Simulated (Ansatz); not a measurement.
## LaTe: the change of pressure and energy less free atoms with volume scale

Results calculated with Ansatz 0.2.0, not measured. Periodic Kohn-Sham DFT of a crystal at fixed atoms, scaled to volume_scale times the given cell; pressure positive in compression, energy less spherical unpolarised free atoms, largest_vzz the field gradient of largest size among the nuclei.

The cell before it is scaled or strained (space group Fm-3m, No. 225):
```
LaTe
1.0
      0.0000     3.2110     3.2110
      3.2110     0.0000     3.2110
      3.2110     3.2110     0.0000
La Te
1 1
Direct
  0.00000 0.00000 0.00000
  0.50000 0.50000 0.50000
```

Settings of every row: method all-electron LAPW; functional LDA; relativity scalar; k mesh 10x10x10; filling fermi-dirac; smearing width 0.08 eV; basis error target 1 meV/atom; nucleus gaussian.

Atom start moment: 0 on all atoms.

Limits: no spin-orbit coupling on heavy atoms.

| row | volume scale | V (Å³/atom) | pressure (GPa) | energy less free atoms (eV/atom) |
| --- | --- | --- | --- | --- |
| 1 | 0.94 | 31.121 | 1.836 | -6.2897 |
| 2 | 0.96 | 31.783 | 0.356 | -6.2942 |
| 3 | 0.98 | 32.445 | -0.964 | -6.2929 |
| 4 | 0.99 | 32.776 | -1.569 | -6.2902 |
| 5 | 1 | 33.107 | -2.141 | -6.2864 |
| 6 | 1.01 | 33.438 | -2.68 | -6.2814 |
| 7 | 1.02 | 33.769 | ? | ? |
| 8 | 1.04 | 34.431 | -4.123 | -6.2602 |
| 9 | 1.06 | 35.094 | -4.953 | -6.2414 |

Question: what pressure and energy less free atoms should row 7 give?

Worked fit of pressure. Take u = (V_r/V)^(2/3) − 1 with V_r = 32.942 Å³ an atom, which is twice the finite (Eulerian) strain; such expansions in the strain, on which the Birch-Murnaghan equation of state is built, carry the rest volume and the bulk modulus. The shown rows have u = 0.03864, 0.02417, 0.01019, 0.00337, -0.00333, -0.00991, -0.02904, -0.04131. Least squares give pressure = −1.8601 + 85.3 × u + 260.32 × u² + 194 × u³ GPa; a parabola predicts inner rows, each left out in turn, worse (root mean square 0.003 against 0.00073 GPa). The rows lie off it by 0.000, 0.000, 0.000, 0.001, 0.000, 0.000, -0.001, 0.000. The pressure vanishes at u = 0.0205, or V = 31.95 Å³ an atom, and there the bulk modulus at fixed shape and fractions is B = −V dP/dV = (2/3)(1 + u) dP/du = 65.5 GPa. The withheld row has u = -0.01639, so the fit gives −1.8601 + 85.3 × (-0.01639) + 260.32 × (-0.01639)² + 194 × (-0.01639)³ = -3.189 GPa.

The calculation gave -3.189 GPa. The fit meets it to the printed digit.

Worked fit of energy less free atoms. Take u = (V_r/V)^(2/3) − 1 with V_r = 32.942 Å³ an atom, which is twice the finite (Eulerian) strain; such expansions in the strain, on which the Birch-Murnaghan equation of state is built, carry the rest volume and the bulk modulus. The shown rows have u = 0.03864, 0.02417, 0.01019, 0.00337, -0.00333, -0.00991, -0.02904, -0.04131. Least squares give energy less free atoms = −6.28846 − 0.5753 × u + 13.858 × u² + 5.1 × u³ eV/atom; a parabola predicts inner rows, each left out in turn, worse (root mean square 8e-05 against 2.8e-05 eV/atom). All shown rows lie on it to the printed digit. Its lowest point lies at u = 0.0205, or V = 31.95 Å³ an atom, and the curvature there gives the bulk modulus at fixed shape and fractions, B = (4/9)(1 + u)² E″(u)/V = 65.8 GPa. The withheld row has u = -0.01639, so the fit gives −6.28846 − 0.5753 × (-0.01639) + 13.858 × (-0.01639)² + 5.1 × (-0.01639)³ = -6.2753 eV/atom.

The calculation gave -6.2753 eV/atom. The fit meets it to the printed digit.
